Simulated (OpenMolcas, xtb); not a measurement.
# InSiH5 (SMILES [SiH3][InH2]): the vertical ionisation energy, rung by rung

The species is InSiH5 (7 atoms), meant as a singlet with charge 0. SMILES: `[SiH3][InH2]`. The coordinates come from a PBE0-D4/def2-TZVP relaxation.

Each level gives the vertical ionisation energy (to the doublet cation) (eV). The values are calculated.

```json
{"level": "GFN2-xTB", "kind": "semi-empirical", "program": "xtb", "value (eV)": "12.70", "CPU time (all runs)": "under 2 s"}
{"level": "HF/def2-TZVP (core potential)", "kind": "Hartree–Fock", "program": "OpenMolcas", "value (eV)": "8.71", "CPU time (all runs)": "49 s"}
{"level": "SVWN5/def2-TZVP (core potential)", "kind": "LDA", "program": "OpenMolcas", "value (eV)": "9.36", "CPU time (all runs)": "1.7 min"}
{"level": "PBE/def2-TZVP (core potential)", "kind": "GGA", "program": "OpenMolcas", "value (eV)": "9.19", "CPU time (all runs)": "2.5 min"}
{"level": "M06-L/def2-TZVP (core potential)", "kind": "meta-GGA", "program": "OpenMolcas", "value (eV)": "9.17", "CPU time (all runs)": "3.4 min"}
{"level": "TPSS/def2-TZVP (core potential)", "kind": "meta-GGA", "program": "OpenMolcas", "value (eV)": "9.25", "CPU time (all runs)": "3.5 min"}
{"level": "B3LYP/def2-TZVP (core potential)", "kind": "global hybrid", "program": "OpenMolcas", "value (eV)": "9.37", "CPU time (all runs)": "2.3 min"}
```

Spin-orbit coupling, which can split open shells on such heavy atoms by tenths of an eV, is left out. The values span 8.71 to 12.70 eV. The xTB values lack the empirical shift that such differences need. CPU times are rough (shared hosts, several kinds of processor): they show what a rung costs within a factor of a few.

Leaving GFN2-xTB aside, the density functionals agree closely, from 9.17 eV (M06-L) to 9.37 eV (B3LYP), while Hartree–Fock lies clearly below them at 8.71 eV. The low Hartree–Fock value probably reflects missing correlation, which stabilises the neutral molecule more than the cation because ionisation breaks up an electron pair.

That pair most likely belongs to the In–Si σ bond, which should lie above the In–H and Si–H bonding levels because it joins two electropositive atoms through diffuse valence orbitals. Trivalent indium has no valence lone pair to ionise instead, and its formally empty 5p orbital plays no part as a donor. Removing a σ electron would leave a one-electron In–Si bond, so the cation should relax mainly by stretching it, and the adiabatic ionisation energy should be lower than the vertical one.

The functionals show no steady progression with rung: LDA, at 9.36 eV, nearly coincides with B3LYP, while PBE and both meta-GGAs fall below them. Their mutual agreement doesn't establish which is most accurate.
